# How TDDB lifetime responds to interfacial-layer thickness under HfO2

Our stacks have an SiO2-like interfacial layer (IL) of 0.5 to 1 nm under HfO2. The question this page answers is: **at fixed gate voltage, how much lifetime and how much allowed voltage does one ångström of IL buy, and how does that answer move when one thing in the stack or in the test is changed?** We set up the result once and then change six things one at a time. For each we first argue the sign and rough size and then compute it. All inputs are typical or illustrative, so every final number belongs to the model and not to a particular wafer.

## 1. The result

Breakdown occurs when the areal density of generated defects reaches a critical value $N_{BD}$. Let $\xi$ be the number of defects created per electron crossing the stack and $J$ the gate current density, both constant during stress. Then $N=\xi J t/q$ and

$$t_{BD}=\frac{qN_{BD}}{\xi J}.$$

If $\xi$ depends on the gate voltage $V_G$ only, the slope with IL thickness $t_1$ at fixed $V_G$ is

$$S\equiv\frac{\partial\ln t_{BD}}{\partial t_1}=S_J+S_N,\qquad S_J=-\frac{\partial \ln J}{\partial t_1},\quad S_N=\frac{d\ln N_{BD}}{dt_1}.$$

The assumption on $\xi$ fits models in which the damage is set by the energy an electron releases at the anode, because the Fermi-level difference $qV_G$ does not depend on thickness.

**Allowed voltage.** Define the local exponent $n=-\partial\ln t_{BD}/\partial\ln V_G$ at fixed thickness. Holding $t_{BD}$ at its target gives $S\,dt_1-n\,dV_G/V_G=0$, so

$$\frac{dV_G}{dt_1}=\frac{V_G}{n}\,S .$$

Here $n$ is the exponent of the lifetime, not of $\xi$. It is the sum $n=n_\xi+n_J$ of the voltage exponents of $\xi$ and $J$.

**Single film.** In direct tunnelling $J\propto e^{-\Theta}$ with the WKB exponent $\Theta=2\int\kappa\,dx$. For one film at fixed voltage drop $V_{ox}$ the trapezoidal barrier is only stretched when the film thickens, so $\Theta=2\bar\kappa\,t_{ox}$ with $\bar\kappa$ independent of thickness, and the exponent contributes $2\bar\kappa$ to $S_J$. Expanding the square root about the middle of the barrier gives $\bar\kappa=\kappa\,[1-(qV_{ox})^2/96U^2+\dots]$, with $\kappa=\sqrt{2mU}/\hbar$ and $U=\Phi_b-qV_{ox}/2$.

**Stack.** At fixed $V_G$ the IL voltage is not fixed, so the $2\kappa$ rule needs corrections. Take an nFET in inversion on a thin undoped body with no fixed charge, and electrons tunnelling from the channel through IL (index 1) and HfO2 (index 2). The IL field is

$$F=\frac{V_G-V_0}{T},\qquad T=t_1+r\,t_2+t_q,\qquad r=\frac{\varepsilon_1}{\varepsilon_2},$$

where $V_0$ is a thickness-independent threshold and $t_q$ the electrical thickness of the inversion layer, in IL-equivalent nm. For an SiO2 IL, $T$ is the usual $T_{inv}$. The drops are $V_1=Ft_1$ and $V_2=rFt_2$. Energies are in eV from the Si conduction-band edge at the interface, so $q$ is dropped below. Electrons leave from the lowest subband at $E_0$. In a triangular well $E_0\propto F^{2/3}$, and the classical round-trip time $\propto\sqrt{E_0}/F$ makes the attempt frequency $\nu\propto F^{2/3}$. With $N_{inv}\propto F$,

$$J=qN_{inv}\nu\,e^{-\Theta}\propto F^{5/3}e^{-\Theta},\qquad \Theta=2\kappa_1t_1+2\kappa_2t_2,$$

$$U_1=\Phi_1-E_0-\tfrac12V_1,\qquad U_2=\Phi_2-E_0-V_1-\tfrac12V_2,\qquad \kappa_i=b\sqrt{m_iU_i},$$

with $m_i$ in units of $m_0$ and $b=\sqrt{2m_0\cdot 1\,\mathrm{eV}}/\hbar=5.123$ nm$^{-1}$. Since $\partial\kappa_i/\partial U_i=\kappa_i/2U_i$, the sensitivity of $\Theta$ to each barrier is $c_i=\kappa_it_i/U_i$. Differentiate in two steps, first at fixed $F$ and then through $\partial\ln F/\partial t_1=-1/T$:

$$S_J=2\kappa_1+\frac{G}{T}-F\left(\tfrac12c_1+c_2\right),$$

$$G\equiv\frac{\partial\ln J}{\partial\ln F}=\tfrac53+c_1\left(\tfrac23E_0+\tfrac12V_1\right)+c_2\left(\tfrac23E_0+V_1+\tfrac12V_2\right).$$

The three terms of $S_J$ are *more barrier*, *field relief* (every drop, $E_0$ and the electron supply shrink) and *barrier pull-down* (the added IL drops extra voltage and lowers the HfO2 band edge that the electron meets). Also $n_J=G\,V_G/(V_G-V_0)$.

**Critical density.** We use a cell percolation model of the kind given by Suñé (2001) and assume that the IL controls breakdown, because the HfO2 above it already conducts through traps. An area $A$ holds $A/a^2$ columns of $\beta$ cubic cells of edge $a$. Each cell is defective with probability $\lambda\ll1$, and a column fails when all its cells do. The survival probability is $1-P=(1-\lambda^\beta)^{A/a^2}\approx\exp(-A\lambda^\beta/a^2)$. With $W=-\ln(1-P)$ and $N=\beta\lambda/a^2$,

$$N_{BD}=\frac{\beta}{a^2}\,e^{-L/\beta},\qquad L=\ln\frac{A}{a^2W},\qquad S_N=\frac{\beta'}{\beta}+\frac{\beta'}{\beta^2}L,$$

where $\beta'=d\beta/dt_1$. Because $\lambda\propto t$, $\beta$ is also the Weibull slope. We take $\beta=(t_1+t_0)/a$ and interpolate to non-integer values, with $t_0$ standing for the transition region that a path must also bridge. Note that $N_{BD}$ is not a material constant: it depends on area and failure fraction through $L$.

## 2. Reference stack

| Input | Value | Status |
|---|---|---|
| $t_1$, $t_2$, $t_q$ | 0.8, 2.0, 0.4 nm | illustrative; $t_q$ typical |
| $\varepsilon_1$, $\varepsilon_2$ | 3.9, 20 | typical |
| $\Phi_1$, $\Phi_2$ | 3.1, 1.5 eV | typical |
| $m_1$, $m_2$ | 0.5, 0.2 | approximate |
| $V_G$, $V_0$ | 1.0, 0.3 V | illustrative |
| $E_0$ at the reference field | 0.2 eV | approximate |
| $n$ | 40 | typical |
| $a$, $t_0$ | 1.0, 0.5 nm | chosen so that $\beta$ runs from 1 to 1.5 over the IL range, as is typical |
| $A$, $W$ | 1 µm², 1 | test device, 63 % failed |

Electrostatics: $r=0.195$, $T=1.59$ nm, $F=0.440$ V/nm (4.4 MV/cm), $V_1=0.352$ V, $V_2=0.172$ V.

Barriers: $U_1=2.724$ eV, $U_2=0.862$ eV, $\kappa_1=5.98$ nm$^{-1}$, $\kappa_2=2.13$ nm$^{-1}$, $c_1=1.76$ eV$^{-1}$, $c_2=4.94$ eV$^{-1}$, $G=5.03$. The mid-barrier form is off by only 0.02 % in the IL and 0.04 % in the HfO2.

Current term: $S_J=11.96+3.16-2.56=12.56$ nm$^{-1}$, one decade of leakage per 0.18 nm. The two stack corrections are each about a quarter of $2\kappa_1$ but nearly cancel, leaving $+0.60$ nm$^{-1}$.

Percolation term: $\beta=1.3$, $L=13.82$, $\lambda=2.4\times10^{-5}$, $N_{BD}=3.2\times10^{9}$ cm$^{-2}$, and $S_N=0.77+8.17=8.94$ nm$^{-1}$.

Total: $S=21.5$ nm$^{-1}$. We quote $e^{S\cdot0.1\,\mathrm{nm}}$ as the factor per ångström, here 8.6, and the allowed voltage rises by 54 mV/Å. A useful yardstick is constant-field scaling, $dV_G/dt_1=F=44$ mV/Å. The model lies above it, so a thicker IL tolerates a slightly higher field. Finally $n_J=7.19$ and $n_\xi=32.81$.

Two decimals are kept so that you can follow the sums, not because they are significant. Taking $m_1=0.4$ instead of 0.5 lowers $2\kappa_1$ by 1.26 nm$^{-1}$, twice the net stack correction. Treat $S_J$ as good to about 10 %.

## 3. Change A: test device to product

*Change:* $A=0.1$ cm², failure fraction 100 ppm. The stack and the voltage stay the same.

*Reasoning.* The current density does not know about area, so $S_J$ stays. A large area at a low percentile fails on a rare, early alignment of defects, when $\lambda$ is very small. Lengthening the column then costs a further power of a very small number, so thickness should matter more. The sign is positive. Each decade of $A/W$ adds $\beta'\ln10/\beta^2=1.36$ nm$^{-1}$, and we move seven decades in area and four in $W$, so expect about $+15$ nm$^{-1}$.

*Calculation.* $L=39.14$, $S_N=0.77+23.16=23.93$ nm$^{-1}$, $S=36.5$ nm$^{-1}$. That is a factor 38 per ångström and 91 mV/Å. The percolation term is now almost twice the tunnelling term. A thickness slope taken from $t_{63}$ of small devices therefore understates what the product gains or loses. One caution: at low percentiles the path may need new defects in the HfO2 as well. That raises $\beta$, and $S_N$ falls roughly as $1/\beta^2$.

## 4. Change B: a thinner IL as the starting point

*Change:* $t_1=0.6$ nm.

*Reasoning.* $2\kappa_1$ depends on thickness only through $U_1$. The field rises, which lifts $E_0$, while $V_1$ falls. These shifts are a few tens of meV on 2.7 eV and oppose each other, so $S_J$ should hardly move. The main part of $S_N$ goes as $1/\beta^2$ and $\beta$ drops from 1.3 to 1.1, so it should grow by $(1.3/1.1)^2=1.40$. The lifetime curve gets steeper as the IL thins.

*Calculation.* $T=1.39$ nm, $F=0.504$ V/nm, $E_0=0.219$ eV, and $S_J=11.97+3.40-2.79=12.58$ nm$^{-1}$. $S_N=0.91+11.42=12.33$ nm$^{-1}$, so $S=24.9$ nm$^{-1}$, a factor 12 per ångström and 62 mV/Å. We kept $n=40$; $n_J$ moves only to 6.75.

For the finite step from 0.8 to 0.6 nm use the functions and not the slope. $\ln J$ rises by 2.51 and $\ln N_{BD}$ falls by 2.10, in total 4.61, so lifetime drops by a factor 101. With $n$ constant the allowed voltage is multiplied by $e^{-4.61/40}=0.891$, a loss of 109 mV. The linear estimate from the reference slope is 108 mV. It works well because the steepening slope and the shrinking factor $V_G/n$ offset each other.

The steepening has an end. A column cannot hold less than one cell. At $t_1=0.5$ nm, $\beta=1$ and $S_N$ reaches 14.8 nm$^{-1}$. Below that, one defect suffices, $N_{BD}=W/A$ is independent of thickness, $S_N=0$, and only $S_J$ is left. The kink is sharp only in the model, but the lesson holds: once $\beta$ saturates at 1, further thinning costs lifetime through the current alone.

## 5. Change C: nitrogen in the IL

*Change:* an oxynitride IL with illustrative $\varepsilon_1=5.0$ and $\Phi_1=2.8$ eV. Mass, cell size and physical thicknesses are kept.

*Reasoning.* The barrier is 0.3 eV lower, and $\kappa_1\propto\sqrt{U_1}$, so $2\kappa_1$ should fall by about $0.3/(2\times2.724)=5.5$ %, or 0.66 nm$^{-1}$. The higher permittivity makes the IL a smaller share of the capacitive divider, so both stack corrections shrink and still nearly cancel. Expect $S$ per physical nm to fall by a few per cent. Per nm of SiO2-equivalent thickness it should rise, since one such nm now holds $5.0/3.9=1.28$ nm of material.

*Calculation.* In IL-equivalent units $r=0.25$ and $t_q=0.513$ nm, so $T=1.81$ nm, which is $T_{inv}=1.41$ nm, and $F=0.386$ V/nm. The field in the silicon follows $\varepsilon_1F$, so $E_0\propto(\varepsilon_1F)^{2/3}=0.216$ eV. Then $S_J=11.29+2.71-2.25=11.75$ nm$^{-1}$ and $S=20.7$ nm$^{-1}$, a factor 7.9 per ångström and 52 mV/Å. Per nm of $T_{inv}$ the slope is 26.5 against 21.5. This is a statement about the slope only. Nitrogen may also change the magnitude of $\xi$ and the cell size. The first drops out of $S$, and the second does not.

## 6. Change D: higher gate voltage

*Change:* $V_G=1.6$ V.

*Reasoning.* $U_1$ falls by half the extra IL drop plus the rise in $E_0$, roughly a quarter of an eV, so $2\kappa_1$ loses about 5 %. The HfO2 barrier is hit much harder, because it starts low and loses the whole of $V_1$. A small $U_2$ means a large $c_2\propto U_2^{-1/2}$. Collect the terms of $S_J$ that multiply $c_2$: they are $[\tfrac23E_0+V_1+\tfrac12V_2-FT]/T$, and $FT=V_G-V_0$ exceeds the rest, so the bracket is negative. It becomes more negative with voltage, since $E_0$ grows more slowly than $F$. The net correction should therefore turn from positive towards negative, and $S_J$ should fall by more than 5 %. The voltage gain still rises, because of the factor $V_G/n$.

*Calculation.* $F=0.818$ V/nm, $E_0=0.302$ eV, $U_1=2.471$ eV, $U_2=0.384$ eV, $c_2=7.39$ eV$^{-1}$, $G=10.14$. Then $S_J=11.39+6.38-6.80=10.97$ nm$^{-1}$. $2\kappa_1$ fell by 4.8 % and $S_J$ by 13 %. The full trapezoidal integrals change $S_J$ by less than 0.3 %. The total is $S=19.9$ nm$^{-1}$, a factor 7.3 per ångström. With $n=40$ this gives 80 mV/Å. If instead $n_\xi$ is what stays constant, $n_J=12.5$ makes $n=45.3$ and the gain is 70 mV/Å.

The HfO2 band edge at the gate side, $\Phi_2-V_1-V_2$, drops to $E_0$ at $V_G=1.85$ V in this model. Above that, electrons enter the HfO2 conduction band and the formulas of this page no longer hold for layer 2. Accelerated tests above this voltage probe a different tunnelling regime from operation, so do not carry a slope from stress to use conditions without recomputing $S_J$.

## 7. Change E: add the ångström to the HfO2 instead

*Change:* vary $t_2$ at fixed $t_1$.

*Reasoning.* The HfO2 barrier is low and its mass light, so a physical ångström buys little: $2\kappa_2$ is about a third of $2\kappa_1$. If the IL controls breakdown there is no percolation gain at all. But the drive-current cost is counted in $T_{inv}$, and HfO2 costs only $r=0.195$ per nm. Per unit $T_{inv}$ the two options should be comparable, and the winner should depend on $L$.

*Calculation.* Now $\partial\ln F/\partial t_2=-r/T$, and at fixed $F$ the mid-barrier $U_2$ falls at the rate $rF/2$:

$$\frac{\partial\ln t_{BD}}{\partial t_2}=2\kappa_2+\frac{rG}{T}-\tfrac12rFc_2=4.25+0.62-0.21=4.66\ \mathrm{nm^{-1}}.$$

That is a factor 1.6 and 12 mV per physical ångström, but 23.9 per nm of $T_{inv}$. It slightly beats the IL on the test device (21.5) and loses clearly at product level (36.5). The two are equal when $S_J+S_N=23.9$ nm$^{-1}$, at $L=17.9$, which is $A/W=57$ µm². An experiment on devices below that size and a product far above it can rank the same two process options in opposite order.

## 8. Change F: what $\xi$ depends on

*Change:* drop the assumption $\xi=\xi(V_G)$. Then $S=S_J+S_N-\partial\ln\xi/\partial t_1$.

*Reasoning.* At one thickness, $V_G-V_0$, $V_1$ and $F$ are proportional, so a voltage series cannot tell which of them drives the damage. Thickness separates them. At fixed $V_G$ a thicker IL takes a larger share of the voltage but sees a smaller field. If $\xi$ follows $V_1$, generation speeds up and $S$ falls. If it follows $F$, generation slows and $S$ rises. The exponent of $\xi$ is large, so a modest relative change per nm should give a term as big as $S_J$ itself.

*Calculation.* Write $\xi\propto V_1^{\,p}$ or $F^{\,p}$ locally. Both variables have $\partial\ln/\partial\ln V_G=V_G/(V_G-V_0)$, so matching the same $n=40$ needs $p=n_\xi(V_G-V_0)/V_G=22.97$.

- IL voltage: $\partial\ln V_1/\partial t_1=1/t_1-1/T=0.621$ nm$^{-1}$. This removes 14.3 nm$^{-1}$ and leaves $S=7.2$ nm$^{-1}$, a factor 2.1 per ångström and 18 mV/Å.
- IL field: $\partial\ln F/\partial t_1=-0.629$ nm$^{-1}$. This adds 14.4 nm$^{-1}$, for a factor 36 per ångström and 90 mV/Å.

A milder variant keeps the $V_G$ dependence but lets defects form at a fixed rate per volume, so that $\xi\propto t_1+t_0$. That cancels the term $\beta'/\beta=0.77$ nm$^{-1}$ and nothing else.

This is the largest lever on the page, and it is an assumption and not a parameter. It is also testable. A thickness series gives $S$, $S_J$, $\beta$ and $\beta'$ directly from lifetime and leakage data. $S_N$ then needs only $L$, in which $a$ enters through a logarithm. The remainder $S-S_J-S_N$ is predicted to be zero, about $-14$ or about $+14$ nm$^{-1}$ for the three cases.

## 9. Summary

| Case | $S_J$ | $S_N$ | $S$ (nm$^{-1}$) | factor per Å | mV/Å |
|---|---|---|---|---|---|
| Reference | 12.56 | 8.94 | 21.5 | 8.6 | 54 |
| A: 0.1 cm², 100 ppm | 12.56 | 23.93 | 36.5 | 38 | 91 |
| B: $t_1=0.6$ nm | 12.58 | 12.33 | 24.9 | 12 | 62 |
| C: oxynitride IL | 11.75 | 8.94 | 20.7 | 7.9 | 52 |
| D: $V_G=1.6$ V, $n=40$ | 10.97 | 8.94 | 19.9 | 7.3 | 80 |
| E: slope in $t_2$ | 4.66 | 0 | 4.7 | 1.6 | 12 |
| F: $\xi(V_1)$ | 12.56 | 8.94 | 7.2 | 2.1 | 18 |
| F: $\xi(F)$ | 12.56 | 8.94 | 36.0 | 36 | 90 |

For IL thickening the tunnelling term is the stiff one. It stays between 11 and 13 nm$^{-1}$ through all these changes, and the bare $2\kappa_1$ rule gives it within about 5 %. The spread comes from the statistics and from the variable that controls $\xi$.

The weakest input is $\beta'$. Our choice of $a$ and $t_0$ reproduces typical values of $\beta$ by construction, but it sets $\beta'=1$ nm$^{-1}$. As typical knowledge and not as a measurement, the Weibull slope of thicker SiO2 films grows by only about 0.5 per nm. If the IL behaves that way, the model overstates $S_N$ by about a factor of two. Keeping $\beta=1.3$ with $a=2.0$ nm and $t_0=1.8$ nm gives $L=12.43$, $S_N=4.06$ nm$^{-1}$, $S=16.6$ nm$^{-1}$, a factor 5.3 per ångström and 42 mV/Å, just under the constant-field line. The model's reference answer is therefore best read as 40 to 55 mV/Å for a 1 µm² device at 1.0 V. The model also leaves out trap-assisted current, the non-parabolic dispersion in the gap, the loss of a full SiO2 barrier in the thinnest layers, and progressive breakdown, which adds life after the first percolation event.